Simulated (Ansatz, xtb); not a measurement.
## Two isomers of C2H7GeNO2

Structure a: `NC(=O)C[O][GeH3]`, a singlet. Structure b: `[NH2][GeH]1[O]CC[O]1`, a singlet. Both are isolated molecules in the gas phase, relaxed with r2SCAN-D4/def2-SVP; the shapes shown needn't be the lowest conformers.

a (Å):

```xyz
13

C     1.3457   -0.4574    0.4408
C     0.7260    0.7429    1.1538
Ge   -0.8649    2.9977    0.9129
N     1.0415   -0.5344   -0.8756
O     2.0461   -1.2476    1.0493
O    -0.0489    1.5312    0.2763
H     0.4475    0.1745   -1.2897
H     1.4115   -1.3007   -1.4239
H     1.5661    1.3108    1.6025
H     0.1292    0.3359    1.9951
H    -1.8326    2.5721    2.0302
H    -1.5945    3.5743   -0.3004
H     0.2077    3.9545    1.4604
```

b (Å):

```json
{"atom": "C", "x (Å)": "0.1573", "y (Å)": "-0.4402", "z (Å)": "0.0916"}
{"atom": "C", "x (Å)": "1.6014", "y (Å)": "0.0634", "z (Å)": "0.2198"}
{"atom": "Ge", "x (Å)": "0.0694", "y (Å)": "1.8656", "z (Å)": "1.3373"}
{"atom": "N", "x (Å)": "-0.8533", "y (Å)": "3.2238", "z (Å)": "0.5958"}
{"atom": "O", "x (Å)": "-0.6447", "y (Å)": "0.2456", "z (Å)": "1.0417"}
{"atom": "O", "x (Å)": "1.5668", "y (Å)": "1.4691", "z (Å)": "0.4210"}
{"atom": "H", "x (Å)": "-0.8042", "y (Å)": "4.1269", "z (Å)": "1.0584"}
{"atom": "H", "x (Å)": "-0.7975", "y (Å)": "3.3313", "z (Å)": "-0.4134"}
{"atom": "H", "x (Å)": "0.2356", "y (Å)": "2.1284", "z (Å)": "2.8347"}
{"atom": "H", "x (Å)": "-0.2193", "y (Å)": "-0.2513", "z (Å)": "-0.9354"}
{"atom": "H", "x (Å)": "0.0950", "y (Å)": "-1.5254", "z (Å)": "0.2816"}
{"atom": "H", "x (Å)": "2.1020", "y (Å)": "-0.4368", "z (Å)": "1.0748"}
{"atom": "H", "x (Å)": "2.1840", "y (Å)": "-0.1563", "z (Å)": "-0.6913"}
```

Quicker runs give these differences E(b) − E(a): GFN2-xTB −0.588 eV; HF/STO-3G −2.189 eV (at GFN2-xTB geometries); r2SCAN-D4/def2-SVP//GFN2-xTB −0.467 eV.

Problem. Estimate E(b) − E(a) at the level CCSD(T)/def2-SVP + ΔMP2/def2-TZVPP.

Solution. Calculated at CCSD(T)/def2-SVP + ΔMP2/def2-TZVPP: E(b) − E(a) = −0.900 eV, so structure b lies lower.

Level by level:

```
                             level            geometry  E(b) − E(a) (eV)  departure from the last row (eV)  job, with rough time for the two
                          GFN2-xTB            GFN2-xTB              −0.588                            +0.312              optimisation, 0.42 s
                         HF/STO-3G            GFN2-xTB              −2.189                            −1.290              single point, 0.42 s
      r2SCAN-D4/def2-SVP//GFN2-xTB            GFN2-xTB              −0.467                            +0.433               single point, 3.7 s
                r2SCAN-D4/def2-SVP  r2SCAN-D4/def2-SVP              −0.431                            +0.469                optimisation, 54 s
                       HF/def2-SVP  r2SCAN-D4/def2-SVP              −0.387                            +0.513           part of the CCSD(T) run
                      MP2/def2-SVP  r2SCAN-D4/def2-SVP              −0.575                            +0.325           part of the CCSD(T) run
                  CCSD(T)/def2-SVP  r2SCAN-D4/def2-SVP              −0.498                            +0.402                      single point
CCSD(T)/def2-SVP + ΔMP2/def2-TZVPP  r2SCAN-D4/def2-SVP              −0.900                                                  single point, 68 s
```

As drawn, b has 1 Ge–N, 1 Ge–O, 1 C–O, 2 C–H in place of 1 C–N, 1 C=O, 2 Ge–H. Structure a has no ring, b a 5-membered ring.

The levels shown agree on the order. The largest departure from CCSD(T)/def2-SVP + ΔMP2/def2-TZVPP is that of HF/STO-3G, 1.290 eV. The last row adds to CCSD(T) the change of the MP2 difference between the two basis sets, here −0.402 eV, a large step that makes the value less sure.

With thermal terms from frequencies at re-optimised GFN2-xTB minima (ideal gas, soft modes damped towards free rotors, one conformer each, 298.15 K, 1 atm): the zero-point term adds +0.167 eV; ΔH is −0.751 and ΔG −0.688 eV.

The correlated steps freeze 14 core orbitals; the filled d shell of Ge is correlated, in a basis made for valence electrons. Codes used: Ansatz 0.2.0, xtb 6.7.1; the last row on 4 threads of Arm Neoverse V1 on a shared host.

The aminodioxagermolane b lies below the open germyl ether a at every level, and the thermal terms narrow the gap without closing it. Formally, the isomerisation is an internal reduction: two hydridic Ge–H bonds give up their hydrogen to the carbonyl carbon, while germanium gains bonds to oxygen and nitrogen. Strong C–H and polar Ge–O and Ge–N bonds probably outweigh the loss of the C=O π bond and amide resonance, with little strain from the five-membered ring.

The preference is already present in HF/def2-SVP, at −0.387 eV, so correlation strengthens it rather than creates it. The larger basis favours b further, which suggests that the polar bonds around germanium need more flexible polarisation functions than the small set offers. The zero-point term works against b, as expected when soft Ge–H vibrations give way to stiffer C–H ones, and ring closure also costs entropy through lost internal rotation. The energies support a thermodynamic preference for b, but say nothing about the barrier to rearrangement.
